A rhodium crystal is cut along a close-packed plane, at right angles to a body diagonal of the cubic cell, and its two halves are moved as rigid blocks. The opening is the distance added between them; a negative value pushes them together. The undisturbed crystal is cubic, and moving the halves either way lowers the symmetry. The separation energy is the cost per area of the cut, and the traction is the slope of that energy, positive when the halves pull each other back.

Rigid, unrelaxed separation of fcc rhodium (a = 3.800 Å) across a (111) plane, in a cell of six layers with one cut. Computed with Ansatz 0.2.0, plane-wave PAW, scalar-relativistic r2SCAN without spin polarisation, cutoff 500 eV, k mesh 25×25×5, Gaussian smearing of 0.15 eV. Energies are free energies per area of the cut, relative to the undisturbed crystal.

```tsv
opening (Å)	separation energy (mJ/m²)	traction (GPa (slope of the separation energy))
-0.3	1257	-99.12
0	0	-0.06
0.5	1253	34.24
1	2748	24.00
2	4129	6.49
3	4469	1.46
6	4560	0.01
```

### From −0.3 to 0.5 Å: which is harder, closing or opening?

Closing is harder. Pushing the layers together by 0.3 Å costs about as much as pulling them apart by 0.5 Å, and the traction is 2.9 times as large in size. Its negative sign means that the halves push each other away. Closing crowds the electrons of the two facing layers into less space, and the repulsion that results rises steeply as atoms approach. Opening weakens the bonds across the cut, so the resistance soon stops growing.

### Is 1257 mJ/m² really more than 1253 mJ/m²?

No, that order can't be trusted. The calculation smears the electron occupations slightly to treat a metal on a finite mesh. When the energies are extrapolated to zero smearing, the two values become 1255 and 1261 mJ/m², and their order is reversed. Differences of some 10 mJ/m² between rows therefore deserve no explanation.

### From 0 to 1 Å: where is the pull strongest?

Of the openings computed, 0.5 Å has the largest traction, 34 GPa. At zero opening the crystal is at rest and the pull vanishes. A small opening stretches the bonds and the pull grows; a wider one leaves too little overlap between the electron clouds, and the pull fades. The maximum must lie where these two tendencies balance.

The table doesn't locate that point. If the curve has a single hump, its top lies between 0 and 1 Å and is at least 34 GPa high. This would be the strength of a perfect plane whose atoms all let go at once. Real metal yields or cracks at far lower stress, because defects let it give way a little at a time.

### From 1 to 3 Å: why does the energy rise while the traction falls?

The traction is the slope of the energy, not its height. As long as the halves attract each other, each further step costs work, even if less than the step before. At 2 Å the traction is down to 6 GPa, yet 91 % of the energy at 6 Å has already been paid. The force needed to break the crystal is set by the peak of the traction alone, while the work of breaking it adds up over the whole opening, 60 % of it by 1 Å.

### At 6 Å: what does one surface cost?

Here the traction is practically zero, so the halves are separate. The 4560 mJ/m² pays for two new faces, which gives 2280 mJ/m² for each. Smearing changes the total by only 0.3 %, but the crystal is just six layers thick and no thicker one was computed for comparison. About 2.3 J/m² for each unrelaxed face is a sensible reading.

### Can that cost be found by counting bonds?

Only roughly. An atom inside the crystal has 12 nearest neighbours, and the cut takes away 3 of them. Each bond is shared by two atoms, so there are 6 bonds for each atom. With a rough recalled cohesive energy of 5.8 eV an atom, one bond is worth $5.8/6 \approx 0.97$ eV, and three cost 2.9 eV for each patch of the cut with one atom on either side.

The calculation gives 1.78 eV for the same patch, so the count is 63 % too high relative to the computed value. To agree, the cohesive energy would have to be about $2 \times 1.78 \approx 3.6$ eV, much too low for rhodium. A likely reason is that bonds in a metal aren't independent. The width of the d band, which supplies most of the binding, grows roughly as the square root of the number of neighbours. Losing a quarter of them therefore costs much less than a quarter of the binding, because the bonds that remain become stronger.

How far the d band is filled matters too. In silver it is full, its bonding and antibonding states largely cancel, and the atoms are held more weakly. A lower final energy is to be expected there, though this table holds rhodium alone.

### What would change if the atoms could move?

The final energy would fall. At 6 Å each face atom feels a force of 0.35 eV/Å into its own half, towards the neighbours it has kept. This is the direction expected if the remaining bonds have become stronger. At 0.5 Å the force on the same atoms still points across the gap, so the inward pull belongs to the free surface.

The printed analysis below lists these forces beside the energies. They show which way the atoms would go, and the table hints at how far. Near rest the planes are stiff: closing a single gap by 0.3 Å costs more than a quarter of the full separation energy. Against such stiffness, the force on a face atom should move it by only some hundredths of an ångström. The energy released is then expected to be about a hundredth of the surface energy, so 2.3 J/m² should remain a fair value for the settled face as well.

The analysis program printed:

```
Course of the opening:
   row  share of the 6 Å energy in %  mean traction since the row before in GPa
  -0.3                         27.57                                        n/a
   0.0                             0                                      -41.9
   0.5                         27.48                                      25.06
   1.0                         60.26                                       29.9
   2.0                         90.55                                      13.81
   3.0                            98                                        3.4
   6.0                           100                                     0.3033
Smearing and forces:
   row  energy at zero smearing in mJ/m²  change by extrapolation in mJ/m²  force on face atom towards the gap in eV/Å
  -0.3                              1255                            -1.603                                      -3.436
   0.0                                 0                                 0                                           0
   0.5                              1261                             7.881                                      0.9913
   1.0                              2761                             13.09                                      0.5163
   2.0                              4143                             14.15                                     -0.1268
   3.0                              4484                             14.85                                     -0.2996
   6.0                              4574                             14.17                                     -0.3485
Energy of one unrelaxed face (half the 6 Å value) in mJ/m²: 2280
Rise in energy from 3 to 6 Å in mJ/m²: 91
Energy at -0.3 Å less energy at 0.5 Å in mJ/m²: 4
Size of traction at -0.3 Å over that at 0.5 Å: 2.895
Energy at 6 Å for each cell of the cut plane in eV: 1.78
Energy at 6 Å for each broken nearest-neighbour bond in eV: 0.5932
Rough bulk energy for each bond in eV: 0.9667
Equal-bond estimate for each cell of the cut plane in eV: 2.9
Equal-bond estimate over computed energy: 1.63
```
